Dear colleague,

One angular mode is enough to show exactly why a continuum solvation code can place surface charges on a cavity knowing only the solute's potential.

**Conventions.** I use Gaussian units ($e/$Å $=14.40$ V), the outward normal $n$ and $G=1/|s-s'|$. Then $S\sigma=\int G\sigma$, $D\sigma=\int\partial_{n'}G\,\sigma$ and $D^*\sigma=\int\partial_nG\,\sigma$. A single layer $\sigma$ has trace $S\sigma$ and normal derivative $(D^*\mp2\pi)\sigma$; a double layer $\tau$ has trace $(D\pm2\pi)\tau$ and normal derivative $N\tau$ (upper sign outside).

**General statement.** Let $V$ be harmonic outside and decaying, as for sources inside, and $u=\partial_nV$. Green's representation writes $4\pi V$ outside as the double layer of $V$ minus the single layer of $u$. On the surface
$$(2\pi-D)V+Su=0,\qquad(2\pi+D^*)u=NV .$$
The exterior data of a single layer, put into the first relation, give $(2\pi-D)S+S(D^*-2\pi)=0$, so $DS=SD^*$. Those of a double layer give $(2\pi-D)(2\pi+D)+SN=0$, so $SN=D^2-4\pi^2$. These are Calderón's identities.

**The model.** A point dipole $\mu$ at the centre of a sphere of radius $R$ excites only $\cos\theta$. The single layer $\cos\theta$ has potential $\frac{4\pi}{3}r\cos\theta$ inside and $\frac{4\pi}{3}R^3r^{-2}\cos\theta$ outside: continuous, with slopes $4\pi/3$ and $-8\pi/3$. So $S=4\pi R/3$, and the mean slope is $D^*=-2\pi/3$. The double layer has $-\frac{8\pi}{3R}r\cos\theta$ and $\frac{4\pi}{3}R^2r^{-2}\cos\theta$: a jump of $4\pi$, mean $D=-2\pi/3$, common slope $N=-8\pi/3R$. Both Green relations read $(V,u)^T=P\,(V,u)^T$ with
$$P=\frac1{4\pi}\begin{pmatrix}2\pi+D&-S\\N&2\pi-D^*\end{pmatrix}=\frac13\begin{pmatrix}1&-R\\-2/R&2\end{pmatrix}.$$
Here $P^2=P$, and the top row of that equation is the pair of identities. $P$ keeps the dipole's data $(1,-2/R)$ and annihilates those of a uniform field, $(1,1/R)$.

**Numbers.** Take $R=1.9$ Å and the approximate gas-phase dipole of water, 1.85 D $=0.385\,e$Å. Then $S=7.959$ Å, $D=-2.094$, $N=-4.409$ Å$^{-1}$, and $SN=-35.09=4.39-39.48$. The amplitudes are $V_0=\mu/R^2=1.536$ V and $u_0=-2\mu/R^3=-1.617$ V/Å, so $(2\pi-D)V_0=8.378\times1.536=12.87$ V cancels $Su_0=-12.87$ V.

**Comparison with any $l$.** The same matching with $r^l$ and $r^{-l-1}$ gives
$$S_l=\frac{4\pi R}{2l+1},\quad D_l=D^*_l=-\frac{2\pi}{2l+1},\quad N_l=-\frac{4\pi l(l+1)}{(2l+1)R},$$
and $S_lN_l=-16\pi^2l(l+1)/(2l+1)^2=D_l^2-4\pi^2$. On a sphere $DS=SD^*$ says only $D=D^*$, since both kernels equal $-G/2R$. On a general cavity $D\neq D^*$ and the order of the operators matters.

**Use.** With permittivity $\varepsilon$ outside, continuity of displacement, $u+(D^*+2\pi)\sigma=\varepsilon[u+(D^*-2\pi)\sigma]$, gives $(2\pi\frac{\varepsilon+1}{\varepsilon-1}-D^*)\sigma=u$. Applying $S$, then $SD^*=DS$ and Green's relation, removes the field:
$$\Big(2\pi\tfrac{\varepsilon+1}{\varepsilon-1}-D\Big)S\sigma=-(2\pi-D)V .$$
For the dipole $\sigma=\sigma_0\cos\theta$, and Onsager's energy follows:
$$\sigma_0=-\frac{3(\varepsilon-1)\mu}{2\pi(2\varepsilon+1)R^3},\qquad E_1=\tfrac12\!\int\!\sigma V=-\frac{\varepsilon-1}{2\varepsilon+1}\frac{\mu^2}{R^3},$$
with $\mu^2/R^3=7.18$ kcal/mol.

Two neglected terms need sizes. A traceless quadrupole with potential $\sum_a\Theta_{aa}x_a^2/r^5$ gives, by the same route at $l=2$, $E_2=-\frac{\varepsilon-1}{3\varepsilon+2}\sum_a\Theta_{aa}^2/R^5$; I take approximate components $2.6,-2.5,-0.1$ D Å about the centre of mass. A polarisability $\alpha\approx1.45$ Å$^3$ in the reaction field $f\mu$, $f=2(\varepsilon-1)/[(2\varepsilon+1)R^3]$, divides $E_1$ by $1-f\alpha$, a change $\Delta E_\alpha$. With typical static permittivities of liquid water and of SiO$_2$ (a void in the oxide), and energies in kcal/mol:

| medium | $\varepsilon$ | $\sigma_0$ ($e$/Å$^2$) | $E_1$ | $E_2$ | $\Delta E_\alpha$ |
|---|---|---|---|---|---|
| water | 78.4 | $-0.0132$ | $-3.5$ | $-2.5$ | $-0.9$ |
| SiO$_2$ | 3.9 | $-0.0088$ | $-2.4$ | $-1.6$ | $-0.4$ |

These energies are the model's. The dipole term in water is little more than half the typical hydration free energy, about $-6.3$ kcal/mol, which also contains cavitation and dispersion; the oxide row likewise omits hydrogen bonds to the wall, which would bind the molecule more strongly. The identities and the spectrum, by contrast, involve only the geometry of the cavity and hold exactly.